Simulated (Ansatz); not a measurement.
Ligand exchange: CBrClF2 + Ge(CH3)4 → C2H3ClF2 + Ge(CH3)3Br

Gas-phase species: CBrClF2 `FC(F)(Cl)Br`, singlet; Ge(CH3)4 (tetramethylgermane), singlet; C2H3ClF2 (1-chloro-1,1-difluoroethane) `CC(F)(F)Cl`, singlet; Ge(CH3)3Br (bromotrimethylgermane), singlet. The partners trade Br for CH3: C–Br and Ge–CH3 bonds give way to C–CH3 and Ge–Br.

Shapes, held fixed at every level: PBE0-D4/def2-TZVP. Programs: Ansatz 0.2.0. Electronic energies: no zero-point or thermal term.

```
              level                    kind  ΔE (kJ/mol)  less CCSD(T)/def2-TZVPP
BHLYP-D4/def2-TZVPP           global hybrid       -198.2                    -16.9
 wB97M-V/def2-TZVPP  range-separated hybrid       -183.7                     -2.4
 wB97X-V/def2-TZVPP  range-separated hybrid       -185.3                     -4.0
  B2PLYP/def2-TZVPP           double hybrid       -184.3                     -3.0
       MP2/def2-SVP     perturbation theory       -196.9                    -15.6
   CCSD(T)/def2-SVP   coupled cluster or CI       -194.9                    -13.6
    CCSD/def2-TZVPP   coupled cluster or CI       -186.3                     -5.0
 CCSD(T)/def2-TZVPP   coupled cluster or CI       -181.3                      0.0
```

The highest level, CCSD(T)/def2-TZVPP, gives ΔE = -181.3 kJ/mol; the levels span -198.2 to -181.3. The column of differences is taken from that level and isn't an error. No measured value is set beside it here. Relativity is left out for Br, Ge. Outer-core shells of Br, Ge are correlated, in sets that cover them unevenly.

The exchange is strongly exothermic at every level, and the spread between methods is small beside the reaction energy itself. The driving force is a better pairing of bonds: a weak C–Br bond gives way to a strong C–C bond, while electropositive germanium trades a modestly polar bond to methyl for a more polar one to bromine. The reaction energy alone doesn't separate these two contributions.

Within CCSD(T), enlarging the basis from def2-SVP to def2-TZVPP makes the reaction less exothermic, from -194.9 to -181.3 kJ/mol. This outweighs the effect of the triples, which shift the CCSD value of -186.3 kJ/mol in the same direction. MP2 lies close to CCSD(T) in the small basis, so its offset from the highest level mostly reflects the basis. BHLYP-D4 stands apart from the other triple-zeta results, probably through an imperfect balance of exchange and correlation. With so large a basis effect, the few kJ/mol separating the other three functionals don't establish a ranking of their accuracy.
